How tightly must the lattice spacing of ZnSe be held if its band gap may drift by only 0.01 eV? The calculation gives a rule worth remembering: 1% more volume closes the gap by about 0.04 eV, and 1% more bond length, being about 3% in volume, closes it by about 0.12 eV. The permitted drift therefore leaves room for less than 0.1% in length. The rule holds for uniform stretching. A film strained by its substrate also changes shape, and a heated crystal also vibrates; neither effect is in these rows.

Zinc-blende ZnSe (space group F-43m, 2-atom cell) at uniformly scaled volumes, computed with Ansatz 0.2.0: all-electron LAPW, LDA functional, scalar-relativistic, not spin-polarized. All rows use an 8×8×8 k mesh, Fermi-Dirac smearing of 0.03 eV and a basis error target of 0.25 meV/atom. Gaps are differences between Kohn-Sham levels.

```tsv
volume (Å³/atom)	shortest distance (Å)	band gap (eV)	smallest direct gap on path (eV)
21.391	2.404	1.285	1.285
21.846	2.421	1.198	1.198
22.302	2.438	1.113	1.113
22.529	2.446	1.072	1.072
22.757	2.454	1.032	1.032
22.984	2.462	0.992	0.992
23.212	2.470	0.954	0.954
23.667	2.486	0.878	0.878
24.122	2.502	0.806	0.806
```

**From 21.391 to 21.846 Å³/atom: through equilibrium**

The band gap is the distance from the highest filled to the lowest empty level. It equals the smallest direct gap in every row, so an electron can cross it without changing its wave vector. Between the first two rows the calculated pressure passes through zero. Linear interpolation puts the equilibrium volume near 21.6 Å³/atom, with a gap of about 1.25 eV. From the second row on, the crystal is under tension.

The measured gap is much larger, roughly 2.8 eV, because the local density approximation (LDA) strongly underestimates it. The table therefore cannot supply the colour of the emitted light. Its use lies in the change of the gap with volume, which usually suffers less from this fault, though no measured slope is given here to test that.

**From 21.846 to 23.667 Å³/atom: one level sinks**

The gap falls at every step. In the middle of the table the drops are only about half as large as elsewhere, because the rows there lie twice as close in volume. Per relative change of volume the descent is smooth, and no row is irregular.

The direction may surprise, since one might expect a solid to become more insulating when its atoms are pulled apart. What matters is which level forms the bottom of the conduction band. In ZnSe it is a single level at zero wave vector, where all cells of the crystal are in phase. Standard band theory identifies it as the antibonding combination of s orbitals on Zn and Se. Its bonding partner lies deep among the filled levels, and the coupling between the two orbitals pushes the upper level up. A longer bond weakens that push, so the upper level comes down towards the filled p-like levels at the valence top.

The calculated levels at zero wave vector support this account. Between 21.846 and 23.667 Å³/atom the separation of the two single levels shrinks from 14.79 to 13.96 eV. Over the same stretch the valence top and the next threefold conduction level stay about 5.7 eV apart, to within 0.02 eV. The conduction levels thus do not all come down together: the single level sinks relative to the threefold levels on either side of it. These p-like threefold levels are coupled across the same bonds, but at zero wave vector the head-on and sideways couplings of p orbitals partly cancel. Their separation is therefore expected to respond less to stretching.

This suggests a simple model. The gap can be written as half the separation of the single levels plus the height of their midpoint above the valence top, a height that is negative here. Suppose that the midpoint keeps its place and that the separation falls as the inverse square of the bond length. This is a simple approximate rule for the coupling between neighbouring orbitals, and the kinetic energy of an electron wave confined to a cell scales in the same way. In terms of the volume V, the separation then goes as V^(−2/3).

For the step from 21.846 to 23.667 Å³/atom the estimate runs as follows:

- Half the separation at the start is 14.79 / 2 ≈ 7.39 eV.
- The scaling factor is (23.667 / 21.846)^(−2/3) ≈ 0.948.
- The gap should fall by 7.39 × (1 − 0.948) ≈ 0.38 eV.

The calculated fall is 0.32 eV, so the estimate is about 20% too large. It took its levels from the row at 21.846 Å³/atom and used only the volume of the other.

The levels also show where the model fails. Half the separation actually shrinks by 0.415 eV, slightly more than assumed, while the midpoint rises by 0.096 eV relative to the valence top. Together they give 0.415 − 0.096 ≈ 0.32 eV, the calculated fall. The effect of the shrinking separation is thus partly offset by a shift of the pair against the valence top, which the model leaves out. The filled Zn 3d levels are expected to contribute to this shift: they push the valence top up, and less so as the bonds lengthen. The same effect would help to keep the threefold levels apart.

There is a deeper weakness. Part of the separation exists because Se binds its s electrons more strongly than Zn does, and that part should hardly depend on bond length. An inverse-square coupling should therefore make the separation fall more slowly than the inverse square, yet the calculated fall is slightly faster. The real coupling may weaken more steeply than the simple rule says, or an inverse-square kinetic energy may be joined by a constant potential term of opposite sign. The levels alone do not show which explanation applies. The orbital picture explains the direction of the trend better than its size.

**From 23.667 to 24.122 Å³/atom: the descent eases**

At the largest volume the gap is still falling, but a little less steeply. Over the first three rows it loses 4.1 eV per unit of ln V; over the last three it loses 3.8 eV. An inverse power of the bond length behaves in this way, since each further stretch removes less than the one before.

For interpolation, a least-squares fit to all nine rows gives

gap ≈ −4.945 + 48.0 · V^(−2/3), with the gap in eV and V in Å³/atom.

It reproduces each row to about 0.001 eV. Its constants describe this range only: for widely separated atoms the formula would give a negative gap.

Expressed per unit of pressure, the trend looks different. From the first three rows to the last three, the change of the gap grows from 0.061 to 0.084 eV per GPa. The electronic response has not strengthened. The stretched crystal has become softer, its bulk modulus falling from 68 to 46 GPa, so the same change of pressure now produces a larger change of volume. A tolerance is therefore better stated in lattice spacing than in pressure.

Silicon shows why the type of level matters. Its conduction minimum lies far from zero wave vector and is not this s-like antibonding state, and its gap is known to widen slightly when the crystal expands. For a related semiconductor, the first question is therefore which level forms the conduction minimum. If it is the single s-like level at zero wave vector, expansion should close the gap as it does in ZnSe.
